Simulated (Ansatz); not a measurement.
Hf: pressure against volume scale

Periodic Kohn-Sham DFT of a crystal at fixed atoms, scaled to volume_scale times the given cell; pressure positive in compression, energy less spherical unpolarised free atoms, largest_vzz the field gradient of largest size among the nuclei. The results are calculated, by Ansatz 0.2.0.

The cell before it is scaled or strained (space group Fm-3m, No. 225):
```
cell vectors (Å)
   0.0000     2.2200     2.2200
   2.2200     0.0000     2.2200
   2.2200     2.2200     0.0000
atoms (fractions of the cell vectors)
Hf  0.00000  0.00000  0.00000
```

Settings of every row: method frozen-core PAW; functional LDA; relativity scalar; k mesh 13x13x13; filling fermi-dirac; smearing width 0.03 eV; wave cutoff 420 eV; paw set soft_2.

Atom start moment: 0 on all atoms.

Limits: PAW files made with PBE; no spin-orbit coupling on heavy atoms.

| row | volume scale | V (Å³/atom) | pressure (GPa) |
| --- | --- | --- | --- |
| 1 | 0.94 | 20.569 | 1.269 |
| 2 | 0.96 | 21.007 | ? |
| 3 | 0.98 | 21.444 | -3.452 |
| 4 | 0.99 | 21.663 | -4.505 |
| 5 | 1 | 21.882 | -5.511 |
| 6 | 1.01 | 22.101 | -6.472 |
| 7 | 1.02 | 22.32 | -7.391 |
| 8 | 1.04 | 22.757 | -9.109 |
| 9 | 1.06 | 23.195 | -10.675 |

Question: what pressure should row 2 give?

Worked fit of pressure. Take u = (V_r/V)^(2/3) − 1 with V_r = 21.992 Å³ an atom, which is twice the finite (Eulerian) strain; such expansions in the strain, on which the Birch-Murnaghan equation of state is built, carry the rest volume and the bulk modulus. The shown rows have u = 0.04561, 0.01696, 0.0101, 0.00335, -0.00329, -0.00982, -0.02254, -0.03488. Least squares give pressure = −6 + 144.995 × u + 314.88 × u² GPa; a straight line predicts inner rows, each left out in turn, worse (root mean square 0.16 against 0.002 GPa). The rows lie off it by 0.001, -0.002, -0.002, 0.000, 0.002, 0.002, -0.001, -0.001. The pressure vanishes at u = 0.0382, or V = 20.79 Å³ an atom, and there the bulk modulus at fixed shape and fractions is B = −V dP/dV = (2/3)(1 + u) dP/du = 117 GPa. The withheld row has u = 0.03102, so the fit gives −6 + 144.995 × (0.03102) + 314.88 × (0.03102)² = -1.199 GPa.

The calculation gave -1.196 GPa. The fit lies 0.003 GPa (0.025 % of the column's range) below it; its largest miss of a shown row is 0.002 GPa.
